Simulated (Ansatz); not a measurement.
## As: pressure and energy change per atom as volume scale varies

All results are calculated (Ansatz 0.2.0). Plane-wave DFT, scalar-relativistic PAW made under PBE with cores redone for the functional, no dispersion; the given relaxed cell is scaled uniformly, energy at zero smearing counts from the unscaled cell, pressure at the given Fermi-Dirac smearing is positive in compression.

The cell before it is scaled or strained (space group P6/mmm, No. 191):
```
CELL_PARAMETERS angstrom
4.77730 0.00000 0.00000
-2.38870 4.13730 0.00000
0.00000 0.00000 2.78200
ATOMIC_POSITIONS crystal
As 0.00000 0.00000 0.00000
As 0.33333 0.66667 0.50000
As 0.66667 0.33333 0.50000
```

Settings of every row: spin polarised no; functional PBEsol; wave cutoff 420 eV; smearing width 0.1 eV; k mesh 9x9x13.

Atom starting moment: 0 on all atoms.

Limits: the cell comes from a prototype or a list of computed structures and needn't be the stable phase.

```csv
row,volume scale,V (Å³/atom),pressure (GPa),energy change per atom (meV)
1,0.88,16.129,15.74,97.87
2,0.92,16.863,?,?
3,0.96,17.596,4.4,9.95
4,1.04,19.062,-3,7.01
5,1.08,19.795,-5.67,27.63
6,1.12,20.528,-7.83,59.17
```

Question: what pressure and energy change per atom should row 2 give?

Worked fit of pressure. Take u = (V_r/V)^(2/3) − 1 with V_r = 19.062 Å³ an atom, which is twice the finite (Eulerian) strain; such expansions in the strain, on which the Birch-Murnaghan equation of state is built, carry the rest volume and the bulk modulus. The shown rows have u = 0.11783, 0.0548, 0, -0.02484, -0.0482. Least squares give pressure = −3.03 + 116.446 × u + 362.75 × u² GPa; a straight line predicts inner rows, each left out in turn, worse (root mean square 1.2 against 0.068 GPa). The rows lie off it by 0.01, -0.04, 0.03, 0.03, -0.03. The pressure vanishes at u = 0.0242, or V = 18.39 Å³ an atom, and there the bulk modulus at fixed shape and fractions is B = −V dP/dV = (2/3)(1 + u) dP/du = 91.5 GPa. Letting shape and atoms relax would as a rule lower it, by much in layered, chain or molecular crystals. The withheld row has u = 0.08515, so the fit gives −3.03 + 116.446 × (0.08515) + 362.75 × (0.08515)² = 9.52 GPa.

The calculation gave 9.47 GPa. The fit lies 0.05 GPa (0.21 % of the column's range) above it; its largest miss of a shown row is 0.04 GPa.

Worked fit of energy change per atom. Take u = (V_r/V)^(2/3) − 1 with V_r = 19.062 Å³ an atom, which is twice the finite (Eulerian) strain; such expansions in the strain, on which the Birch-Murnaghan equation of state is built, carry the rest volume and the bulk modulus. The shown rows have u = 0.11783, 0.0548, 0, -0.02484, -0.0482. Least squares give energy change per atom = 6.764 − 551.167 × u + 11232.02 × u² meV; a straight line predicts inner rows, each left out in turn, worse (root mean square 37 against 0.57 meV). The rows lie off it by 0.11, -0.34, 0.25, 0.24, -0.25 (root mean square 0.25 meV). The withheld row has u = 0.08515, so the fit gives 6.764 − 551.167 × (0.08515) + 11232.02 × (0.08515)² = 41.27 meV.

The calculation gave 40.93 meV. The fit lies 0.34 meV (0.37 % of the column's range) above it; its largest miss of a shown row is 0.34 meV.
